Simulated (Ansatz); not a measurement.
**How methods differ on CH2F2 (difluoromethane)**

CH2F2 has 5 atoms, charge 0, and is taken as a singlet. As SMILES, `FCF`. Geometry: relaxed at PBE0-D4/def2-TZVP.

```xyz
5

F    -1.0733    0.1912    0.6983
C     0.0101   -0.0169   -0.0823
F     1.0905   -0.1792    0.7132
H    -0.1427   -0.9329   -0.6595
H     0.1653    0.8642   -0.7111
```

Quantity: the energy change with the C2–H5 bond stretched from 1.094 to 2.187 Å, in eV. The values are calculated.

```json
{"level": "SVWN5/STO-3G (restricted)", "kind": "LDA", "program": "Ansatz", "value (eV)": "4.12", "less FCI/STO-3G": "+0.31", "CPU time (all runs)": "1 s"}
{"level": "revPBE/STO-3G (restricted)", "kind": "GGA", "program": "Ansatz", "value (eV)": "3.76", "less FCI/STO-3G": "-0.05", "CPU time (all runs)": "1.6 s"}
{"level": "r2SCAN/STO-3G (restricted)", "kind": "meta-GGA", "program": "Ansatz", "value (eV)": "4.27", "less FCI/STO-3G": "+0.46", "CPU time (all runs)": "3.6 s"}
{"level": "r2SCAN0/STO-3G (restricted)", "kind": "hybrid meta-GGA", "program": "Ansatz", "value (eV)": "5.02", "less FCI/STO-3G": "+1.21", "CPU time (all runs)": "3.5 s"}
{"level": "CAM-B3LYP/STO-3G (restricted)", "kind": "range-separated hybrid", "program": "Ansatz", "value (eV)": "4.91", "less FCI/STO-3G": "+1.10", "CPU time (all runs)": "1.8 s"}
{"level": "B2PLYP/STO-3G (restricted)", "kind": "double hybrid", "program": "Ansatz", "value (eV)": "4.73", "less FCI/STO-3G": "+0.92", "CPU time (all runs)": "2.1 s"}
{"level": "CCSD/STO-3G (restricted)", "kind": "coupled cluster or CI", "program": "Ansatz", "value (eV)": "4.05", "less FCI/STO-3G": "+0.24", "CPU time (all runs)": "0.21 s"}
{"level": "CCSDT(Q)/STO-3G (restricted)", "kind": "coupled cluster or CI", "program": "Ansatz", "value (eV)": "3.81", "less FCI/STO-3G": "0.00", "CPU time (all runs)": "0.55 s"}
{"level": "FCI/STO-3G", "kind": "exact in the basis", "program": "Ansatz", "value (eV)": "3.81", "less FCI/STO-3G": "0.00", "CPU time (all runs)": "5.3 s"}
```

FCI/STO-3G is exact within its basis and frozen core, so for wave-function methods in that basis the difference is their error; functionals converge differently with the basis, so for them it is only a difference. The first shape isn't each level's own minimum. The values span 3.76 to 5.02 eV. All rows use very small basis sets, so even the best lies far from the true value. CPU times are rough (shared hosts, several kinds of processor): they show what a rung costs within a factor of a few.

Stretching the C–H bond brings its σ and σ* orbitals closer in energy, so the singlet can no longer be described well by one closed-shell determinant. That determinant keeps too much ionic character when the two bonding electrons should be separating onto carbon and hydrogen, which makes the stretch too costly unless correlation compensates. CCSD recovers most of this effect but remains 0.24 eV too high. CCSDT(Q) removes the discrepancy at the printed precision, so connected excitations beyond doubles still matter for this single bond.

All three functionals containing exact exchange give a larger stretching energy than the three semilocal ones. The closest comparison, r2SCAN with r2SCAN0, shows a rise from 4.27 to 5.02 eV, probably because exact exchange removes some of the static correlation that semilocal exchange mimics. The ordering therefore reflects how each method treats a partly broken bond, and doesn't carry over to performance near equilibrium. Nor is the stretching energy a bond dissociation energy, since the fragments still interact at the longer distance and haven't relaxed.
